**Question: Is this exciton ladder in AlN a hydrogen series?**

I have the optical excitations of cubic (zincblende) AlN, with the cell volume stretched by 4 %, from a calculation that includes the attraction between the excited electron and the hole it leaves behind. In the table, exciton energies are the energies needed to create each excited state, and exciton weights say how strongly that state absorbs light.

GPAW 26.7.0, Bethe–Salpeter equation (BSE) on LDA states with a 1.6 eV scissors shift, for zincblende AlN with its volume scaled by 1.04. The BSE step used a 7×7×7 k mesh, 3 valence and 4 conduction bands and a 50 eV response cutoff; the ground state used an 8×8×8 k mesh and a 650 eV plane-wave cutoff. Spin–orbit coupling is not included.

| row | exciton energies (eV) | exciton weights |
| --- | --- | --- |
| 1 | 5.094 | 0.071 |
| 2 | 5.094 | 0.010 |
| 3 | 5.094 | 0.133 |
| 4 | 6.120 | 0.442 |
| 5 | 6.120 | 0.035 |
| 6 | 6.120 | 0.679 |
| 7 | 6.264 | 0.000 |
| 8 | 6.264 | 0.000 |
| 9 | 6.264 | 0.000 |
| 10 | 6.308 | 0.000 |
| 11 | 6.308 | 0.000 |
| 12 | 6.308 | 0.000 |
| 13 | 6.309 | 0.036 |
| 14 | 6.309 | 0.091 |
| 15 | 6.309 | 0.008 |
| 16 | 6.314 | 0.000 |
| 17 | 6.314 | 0.000 |
| 18 | 6.384 | 0.000 |
| 19 | 6.384 | 0.000 |
| 20 | 6.384 | 0.000 |
| 21 | 6.389 | 0.000 |
| 22 | 6.389 | 0.000 |
| 23 | 6.389 | 0.000 |
| 24 | 6.391 | 0.000 |

The direct gap, with its many-body correction, is 5.52 eV. Row 1 lies 0.42 eV below it, so I read that as the exciton binding energy. Then nothing happens for a whole electronvolt until row 4, which absorbs far more strongly, and after that the states crowd together. Is row 1 the ground state of a hydrogen-like pair and row 4 its first excited state? Or does row 4 belong to a different pair of bands? And can I use 0.42 eV as a material property?

**Answer**

The hydrogen reading fails, a different pair of bands isn't needed to explain row 4, and the 0.42 eV shouldn't go into a data sheet. Most of this ladder can be explained by the mesh of k points on which the pair was calculated.

Read the rows in groups first. Rows 1–3 are one level with three equal members, and so are rows 4–6. The program may share the weight among equal members in any way, so the 0.010 of row 2 doesn't make it a dark state. Only the sums count: 0.21 for rows 1–3 and 1.16 for rows 4–6.

Take the hydrogen series next, since it is the natural guess. An electron and a hole bound by a screened Coulomb force have levels at the full binding energy, a quarter of it, a ninth and so on below the gap. With 0.42 eV for the lowest level, the second should lie at 5.41 eV. The table has no state between 5.094 and 6.120 eV, and row 4 is above the gap, where a hydrogen series has already ended.

The second idea, that all these states come from different bands at the centre of the Brillouin zone (Γ), fails on a count. The calculation used three valence and four conduction bands, which give at most 12 pairs at Γ. The table lists 24 states, so at least half of them need other k points. The count alone can't say where row 4 belongs, but it shows that other k points must enter.

That leads to the mesh. The excitons were calculated with seven k points along each reciprocal direction, the ground state with eight. A pair described in this way repeats itself after seven unit cells, so the electron can get no farther from the hole than a box of 7×7×7 cells allows. That box has the volume of a sphere of 12 Å radius. A hydrogen-like second level with the computed binding would have a mean radius of roughly 23 Å and doesn't fit.

A useful comparison is a hydrogen atom in a box that is too small for its excited orbitals. Its excited levels are then set mainly by the walls, and in a tight enough box even the lowest one shifts. The comparison stops at the walls: the crystal's box has none, it repeats periodically, and its lowest state can therefore spread evenly at no cost in kinetic energy.

This gives an estimate for row 1. Suppose that the pair uses only the Γ point, so that the electron is spread evenly over the box around the hole. The mean attraction in a sphere of radius R is 3e²/(2εR), where e² is 14.4 eV Å and ε is the electronic dielectric constant, roughly 4.5 (a recalled value). With R = 12.1 Å this is 1.5 × 14.4 / (4.5 × 12.1) ≈ 0.40 eV. The estimate in the output below averages over a sphere in reciprocal space instead and gives 0.41 eV.

The calculation gave 0.42 eV. An electron that doesn't gather around the hole at all would thus already show almost the whole "binding". The usual effective-mass formula for an unconfined pair, with an equally rough mass, gives only about 0.2 eV. These are estimates of size, and their closeness to the computed value doesn't prove the cause, but they are reason enough to distrust 0.42 eV as a property of AlN.

Row 4 then has a simple reading. To gather around the hole, the electron must mix in other k points, and the nearest ones on this mesh are costly. Parabolic bands put that step at about 1.9 eV, while the table has 1.03 eV from row 1 to row 4. The estimate is nearly twice too large, perhaps because the mass is rough and the real conduction band flattens away from Γ. Either way the step exceeds the attraction, so row 1 should stay mostly a Γ pair, and row 4 should start a group built from other mesh points, probably with the nearest ones among them.

The strong absorption of row 4 and its partners fits this picture. Γ has eight nearest neighbours on the mesh, along the body diagonals of the cubic cell. At each of them the upper valence band holds two of the three hole polarisations, so if each transition is as strong as at Γ, these points together should absorb 8 × 2/3 ≈ 5.3 times as much. If the weights also fall with the square of the excitation energy, the factor is 3.7.

Symmetry lets these pairs form two bright levels. Rows 4–6 are probably one of them, and rows 13–15, the only other rows above the gap with visible weight, may be the second. Together these six rows carry 6.0 times the weight of rows 1–3, so the count has the right size but comes out low. In dark levels such as rows 7–9, the contributions of the different points presumably cancel. The eight neighbours are probably not the whole source, though: with two upper holes each they give 16 pairs, while 21 states lie above the gap, and the third hole lies deeper there. The conduction band has its minimum away from Γ, so pairs from that region may lie at similar energies and add to the absorption. The output below gives all these estimates; the dielectric constant and the mass in them are rough, and no constant was fitted to the rows.

The numbers thus rule out the hydrogen series for this list and show that Γ alone is too small a source. That the mesh sets the spacing is an argument from theory, and a run on a denser mesh would test it. The box then grows, the evenly spread attraction falls as 1/R and the kinetic step as 1/R². Row 1 should move up towards the gap, and new states should appear between it and the present row 4. If row 1 stayed where it is, my explanation of its binding would be wrong.

For practical use, three more limits matter. The cell is stretched by 4 %, so these aren't the energies of unstrained AlN. They all rest on a rigid upward shift of the conduction bands by 1.6 eV, and an error in that shift moves every row with it. The smallest gap is also indirect, at 4.82 eV with the same shift. Weak absorption assisted by lattice vibrations can therefore begin below row 1, which marks only the first direct transition.

Printed output of the fit:

```
shifted direct gap (eV): 5.516
shifted indirect gap (eV): 4.822
binding of rows 1-3 below the direct gap (eV): 0.4218
step from rows 1-3 to rows 4-6 (eV): 1.026
hydrogen-like n 2 level expected at (eV): 5.41
number of roots above the direct gap: 21
spread of the roots above the direct gap (eV): 0.271
most pair states that Gamma alone can give: 12
box estimate of the attraction at Gamma, rough (eV): 0.4069
effective-mass binding without a box, rough (eV): 0.168
radius of a sphere with the volume of the box (angstrom): 12.11
mean radius of a hydrogen-like 2s pair with the computed binding, rough (angstrom): 22.76
kinetic step to the nearest mesh points, rough (eV): 1.881
summed weights of rows 1-3, 4-6 and 13-15: 0.214, 1.156, 0.135
weight of rows 4-6 over rows 1-3: 5.402
weight of rows 4-6 and 13-15 over rows 1-3: 6.033
counted ratio, eight points and two of three polarisations: 5.333
counted ratio with squared energy denominators: 3.695
```
